**Hyperfine couplings versus Mulliken spin in a 1-azaallyl radical**

The table holds Mulliken spin populations, isotropic hyperfine couplings and largest dipolar parts for each kind of nucleus in C3H6N, from unrestricted PBE in PySCF (pcH-1 on H, IGLO-III on C and N). The program tests a parameter-free Slater 2p model of the dipolar term, the McConnell relation for the three in-plane hydrogens, a cos²θ law for the methyl hydrogen populations and an own-plus-neighbour model for ¹³C. The Slater model comes within 3% for C2 and 10% for N4 but overshoots C1, C3 and all hydrogen rows. McConnell scaling with Q near −58 MHz fits H8 and H10 to 2 MHz and misses H9 by 6 MHz. A crude split of the C3 population into σ and π parts reduces the misfits at H9 and C3.

Hyperfine couplings (¹³C, ¹⁴N, ¹H) and Mulliken spin populations of the gas-phase doublet radical CH₃–CH–CH=NH, computed with PySCF 2.14.0 (density fitting) at unrestricted PBE with IGLO-III on C and N and pcH-1 on H. The geometry is PBE0-D3(BJ)/def2-SVP. Heavy atoms are numbered from the methyl carbon; H5 averages the methyl hydrogens, and H8, H9 and H10 sit on C2, C3 and N4.

## The fit in Python

```python
# Table: Mulliken spin, A_iso and largest dipolar hyperfine part (MHz) per nucleus of the C3H6N radical; PySCF UKS PBE, pcH-1(H)/IGLO-III(C,N).
# Tested: Slater-2p dipolar model (no fit), McConnell relation, cos^2 hyperconjugation, own+neighbour spin model for 13C.
T = {
    'atom': ['C1', 'C2', 'C3', 'N4', 'H5', 'H8', 'H9', 'H10'],
    'spin': [-0.059, 0.748, -0.16, 0.456, 0.024, -0.042, 0.003, -0.018],  # e
    'a_iso': [-21.5, 46.6, -32.3, 9.2, 53.8, -45.4, 3.0, -25.9],  # MHz
    'dip': [1.2, 111.1, 11.6, 38.1, 6.0, 27.2, 5.5, 23.7],  # MHz
}
import numpy as np
from scipy.constants import physical_constants as pc, mu_0, h, pi
c = lambda k: pc[k][0]
a0 = c('Bohr radius'); at = T['atom']
s, A, D = (dict(zip(at, T[k])) for k in ('spin', 'a_iso', 'dip'))
g = {'H': c('proton g factor'), 'C': 1.4, 'N': 0.40}  # 13C, 14N: rough recalled values
P = {e: mu_0/(4*pi)*abs(c('electron g factor'))*c('Bohr magneton')*c('nuclear magneton')*v/(h*a0**3)/1e6 for e, v in g.items()}
# further outputs of the same run: geometry (Angstrom), hydrogen spins (H5..H10), g axis of smallest g
X = np.array([[-1.07,.58,-.13],[-.28,-.58,.36],[1.12,-.71,.17],[1.93,.11,-.43],[-2.13,.32,-.24],[-1.02,1.42,.58],[-.71,.95,-1.10],[-.79,-1.36,.93],[1.58,-1.62,.60],[1.40,.91,-.80]])
sH = np.array([0.0071419, 0.046147, 0.01851, -0.042378, 0.0033627, -0.018236]); gax = np.array([-0.17756, -0.51968, -0.83571])
idx = dict(C1=[0], C2=[1], C3=[2], N4=[3], H5=[4,5,6], H8=[7], H9=[8], H10=[9])
n = np.cross(X[1]-X[2], X[3]-X[2]); n /= np.linalg.norm(n); d = lambda i, j: np.linalg.norm(X[i]-X[j])
print(f"rounding floor: spin 0.0005, MHz 0.05; P(H,C,N) = {P['H']:.0f},{P['C']:.0f},{P['N']:.1f} MHz a0^3; P_C/P_N = {P['C']/P['N']:.1f}")
print(f"r/A: C1-C2 {d(0,1):.2f} C2-C3 {d(1,2):.2f} C3-N4 {d(2,3):.2f}; smallest-g axis vs normal {np.degrees(np.arccos(abs(n@gax))):.0f} deg")
z = {e: (Z-0.35*(Z-3)-1.7)/2 for e, Z in (('C', 6), ('N', 7))}
loc = {k: 0.8*P[k[0]]*z[k[0]]**3/3*abs(s[k]) for k in ('C2', 'C3', 'N4')}
for k in loc: print(f"one-centre {k}: zeta {z[k[0]]:.3f}, 2b|rho| {loc[k]:.1f}, b|rho| {loc[k]/2:.1f}, table {D[k]} MHz, 2b err {100*(loc[k]/D[k]-1):+.0f}%, dip/|spin| {D[k]/abs(s[k]):.1f}")
r, wr = np.polynomial.legendre.leggauss(120); r, wr = 7*(r+1), 7*wr
u, wu = np.polynomial.legendre.leggauss(48); ph = (np.arange(96)+.5)*2*pi/96
U, F = (m.ravel() for m in np.meshgrid(u, ph, indexing='ij')); wa = np.repeat(wu, 96)*2*pi/96
N = np.stack([np.sqrt(1-U**2)*np.cos(F), np.sqrt(1-U**2)*np.sin(F), U], 1)
K = 3*N[:, :, None]*N[:, None, :]-np.eye(3); G = r[:, None, None]*N[None]; R = X*1e-10/a0
def ten(i, j, ze):
    v = G+(R[i]-R[j]); rho = ze**5/pi*(v@n)**2*np.exp(-2*ze*np.sqrt((v*v).sum(-1)))
    return np.einsum('a,aij->ij', ((wr/r)@rho)*wa, K)
def pnt(i, j):
    v = R[j]-R[i]; L = np.linalg.norm(v); return (3*np.outer(v, v)/L**2-np.eye(3))/L**3
M = [[ten(i, j, z[e]) for j, e in ((1, 'C'), (2, 'C'), (3, 'N'))] for i in range(10)]
nb3 = s['C2']+s['N4']; sig = s['C1']/s['C2']*nb3; p3 = s['C3']-sig
print(f"crude split of C3 spin: C1/C2 = {s['C1']/s['C2']:.3f}, neighbours {nb3:.3f}, sigma {sig:.2f}, pi {p3:.2f}")
print("dipolar MHz: atom table | model top eig, err | max|eig| | top eig with crude C3 pi | point spins")
for k in at:
    ev = lambda w: np.array([np.linalg.eigvalsh(P[k[0]]*sum(a*m for a, m in zip(w, M[i]))) for i in idx[k]])
    e1, e2 = ev([s['C2'], s['C3'], s['N4']]), ev([s['C2'], p3, s['N4']]); t = e1[:, 2].mean()
    pt = np.mean([np.linalg.eigvalsh(P['H']*sum(s[q]*pnt(i, idx[q][0]) for q in loc))[2] for i in idx[k]]) if k[0] == 'H' else np.nan
    print(f" {k:4s}{D[k]:6.1f} |{t:6.1f} {t-D[k]:+5.1f} ({100*(t/D[k]-1):+.0f}%) |{abs(e1).max(1).mean():6.1f} |{e2[:, 2].mean():6.1f} |{pt:6.1f}")
host = dict(H8='C2', H10='N4', H9='C3'); Q = {k: A[k]/s[v] for k, v in host.items()}
x = np.array([s[v] for v in host.values()]); y = np.array([A[k] for k in host]); Qf = x@y/(x@x)
print(f"McConnell fit, all three alpha H: Q = {Qf:.1f} MHz")
for k, v in host.items(): print(f" {k} on {v}: A {A[k]}, A/spin {Q[k]:.1f}, model {Qf*s[v]:.1f}, resid {A[k]-Qf*s[v]:+.1f} MHz")
print(f" H9 with crude C3 pi spin: {Qf*p3:.1f} MHz; pi spin implied by H9: {A['H9']/Qf:.3f}")
own = dict(H5=sH[:3].mean(), H8=sH[3], H9=sH[4], H10=sH[5]); print(f"free H 1s: {8*P['H']/3:.0f} MHz per unit spin")
for k in own: print(f" {k}: own spin {own[k]:+.4f}, 1s model {8*P['H']/3*own[k]:.1f}, table {A[k]}, A/own {A[k]/own[k]:.0f} MHz")
b = (X[1]-X[0])/d(0, 1); m = n-(n@b)*b; m /= np.linalg.norm(m)
V = X[4:7]-X[0]; V = V-np.outer(V@b, b); c2 = (V@m)**2/(V*V).sum(1); sl = c2@sH[:3]/(c2@c2)
print("methyl H theta/deg", np.degrees(np.arccos(np.sqrt(c2))).round(0), "cos^2", c2.round(2), f"mean {c2.mean():.2f}")
print(f" spin = {sl:.4f} cos^2; residuals", (sH[:3]-sl*c2).round(4))
print(f" A(H5)/spin(C2) = {A['H5']/s['C2']:.1f} MHz; B2 if B0=0: {A['H5']/s['C2']/c2.mean():.0f} MHz")
for k in ('C1', 'C2', 'C3', 'N4'): r0 = A[k]/(8*pi/3*P[k[0]]); print(f"{k}: rho(0) {r0:+.4f} a0^-3, per own spin {r0/s[k]:.3f}, A/spin {A[k]/s[k]:.0f} MHz")
print(f"A/neighbour spin: C1 {A['C1']/s['C2']:.1f}, C3 {A['C3']/nb3:.1f} MHz; A(C2)/A(N4) {A['C2']/A['N4']:.1f}, dip ratio {D['C2']/D['N4']:.2f}, spin ratio {s['C2']/s['N4']:.2f}")
for lab, q in (('Mulliken', s['C3']), ('crude pi', p3)):
    B = np.array([[0, s['C2']], [s['C2'], q], [q, nb3]]); yy = np.array([A['C1'], A['C2'], A['C3']]); f = np.linalg.lstsq(B, yy, rcond=None)[0]
    print(f"13C own/neighbour ({lab} C3): {f[0]:.0f}/{f[1]:.0f} MHz, resid C1,C2,C3", (yy-B@f).round(1))
assert all(v < 0 for v in Q.values())
assert all(-80 < Q[k] < -45 for k in ('H8', 'H10')) and abs(Q['H9']) < abs(Q['H10'])/2
assert all(abs(loc[k]/D[k]-1) < 0.15 for k in ('C2', 'N4'))
assert list(np.argsort(c2)) == list(np.argsort(sH[:3]))
```

Output:

```
rounding floor: spin 0.0005, MHz 0.05; P(H,C,N) = 534,134,38.2 MHz a0^3; P_C/P_N = 3.5
r/A: C1-C2 1.49 C2-C3 1.42 C3-N4 1.30; smallest-g axis vs normal 3 deg
one-centre C2: zeta 1.625, 2b|rho| 114.5, b|rho| 57.2, table 111.1 MHz, 2b err +3%, dip/|spin| 148.5
one-centre C3: zeta 1.625, 2b|rho| 24.5, b|rho| 12.2, table 11.6 MHz, 2b err +111%, dip/|spin| 72.5
one-centre N4: zeta 1.950, 2b|rho| 34.5, b|rho| 17.2, table 38.1 MHz, 2b err -10%, dip/|spin| 83.6
crude split of C3 spin: C1/C2 = -0.079, neighbours 1.204, sigma -0.09, pi -0.07
dipolar MHz: atom table | model top eig, err | max|eig| | top eig with crude C3 pi | point spins
 C1     1.2 |   5.2  +4.0 (+332%) |   5.2 |   5.3 |   nan
 C2   111.1 | 114.3  +3.2 (+3%) | 114.3 | 114.1 |   nan
 C3    11.6 |  19.8  +8.2 (+70%) |  28.2 |  12.5 |   nan
 N4    38.1 |  34.3  -3.8 (-10%) |  34.3 |  34.3 |   nan
 H5     6.0 |  10.1  +4.1 (+69%) |  10.1 |  10.5 |  11.7
 H8    27.2 |  34.1  +6.9 (+26%) |  34.1 |  34.7 |  90.8
 H9     5.5 |   6.4  +0.9 (+16%) |   6.4 |   5.9 |  10.0
 H10   23.7 |  27.1  +3.4 (+14%) |  27.1 |  27.7 |  62.1
McConnell fit, all three alpha H: Q = -58.3 MHz
 H8 on C2: A -45.4, A/spin -60.7, model -43.6, resid -1.8 MHz
 H10 on N4: A -25.9, A/spin -56.8, model -26.6, resid +0.7 MHz
 H9 on C3: A 3.0, A/spin -18.8, model 9.3, resid -6.3 MHz
 H9 with crude C3 pi spin: 3.8 MHz; pi spin implied by H9: -0.051
free H 1s: 1423 MHz per unit spin
 H5: own spin +0.0239, 1s model 34.1, table 53.8, A/own 2248 MHz
 H8: own spin -0.0424, 1s model -60.3, table -45.4, A/own 1071 MHz
 H9: own spin +0.0034, 1s model 4.8, table 3.0, A/own 892 MHz
 H10: own spin -0.0182, 1s model -25.9, table -25.9, A/own 1420 MHz
methyl H theta/deg [68.  6. 53.] cos^2 [0.14 0.99 0.35] mean 0.50
 spin = 0.0474 cos^2; residuals [ 0.0003 -0.0006  0.0017]
 A(H5)/spin(C2) = 71.9 MHz; B2 if B0=0: 145 MHz
C1: rho(0) -0.0192 a0^-3, per own spin 0.325, A/spin 364 MHz
C2: rho(0) +0.0416 a0^-3, per own spin 0.056, A/spin 62 MHz
C3: rho(0) -0.0288 a0^-3, per own spin 0.180, A/spin 202 MHz
N4: rho(0) +0.0287 a0^-3, per own spin 0.063, A/spin 20 MHz
A/neighbour spin: C1 -28.7, C3 -26.8 MHz; A(C2)/A(N4) 5.1, dip ratio 2.92, spin ratio 1.64
13C own/neighbour (Mulliken C3): 57/-22 MHz, resid C1,C2,C3 [-5.1  0.7  3.2]
13C own/neighbour (crude pi C3): 60/-25 MHz, resid C1,C2,C3 [-2.8  0.2  1.7]
```
